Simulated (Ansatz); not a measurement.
Se: pressure against volume scale

Free energy against uniform scaling of the volume at fixed shape and fractions; periodic cell, basis, potentials, k mesh and filling as listed. The results are calculated, by Ansatz 0.2.0.

The cell before it is scaled or strained (space group R-3m, No. 166):
```
Se
1.0
      1.9250     1.1114     0.8817
     -1.9250     1.1114     0.8817
      0.0000    -2.2228     0.8817
Se
1
Direct
  0.00000 0.00000 0.00000
```

Settings of every row: functional PBEsol; dispersion none; potentials PAW; wave cutoff 462.59 eV; density cutoff 1850.4 eV; k mesh 16x16x16; k shift 0x0x0; occupations fermi dirac; smearing width 0.05 eV; spin none.

Limits: all rows lie far from zero pressure; minimum outside the range.

| row | volume scale | V (Å³/atom) | pressure (GPa) | energy above lowest point (meV/atom) |
| --- | --- | --- | --- | --- |
| 1 | 0.88 | 9.96 | 242.78 | 2640.4 |
| 2 | 0.92 | 10.413 | 206.57 | 2006.8 |
| 3 | 0.96 | 10.865 | 175.8 | 1467.9 |
| 4 | 1 | 11.318 | 149.76 | 1009 |
| 5 | 1.04 | 11.771 | 127.74 | 617.8 |
| 6 | 1.08 | 12.224 | ? | ? |
| 7 | 1.12 | 12.676 | 92.75 | 0 |

Question: what pressure should row 6 give?

Worked fit of pressure. Take u = (V_r/V)^(2/3) − 1 with V_r = 11.091 Å³ an atom, which is twice the finite (Eulerian) strain; such expansions in the strain, on which the Birch-Murnaghan equation of state is built, carry the rest volume and the bulk modulus. The shown rows have u = 0.07434, 0.04295, 0.01382, -0.01342, -0.03889, -0.0852. Least squares give pressure = 162.343 + 958.01 × u + 1663.6 × u² GPa; a straight line predicts inner rows, each left out in turn, worse (root mean square 4.1 against 0.13 GPa). The rows lie off it by 0.02, 0.01, -0.10, -0.03, 0.14, -0.05 (root mean square 0.075 GPa). The withheld row has u = -0.06279, so the fit gives 162.343 + 958.01 × (-0.06279) + 1663.6 × (-0.06279)² = 108.75 GPa.

The calculation gave 108.85 GPa. The fit lies 0.10 GPa (0.067 % of the column's range) below it; its largest miss of a shown row is 0.14 GPa.

The other values of row 6: energy above lowest point 284.2 meV/atom.
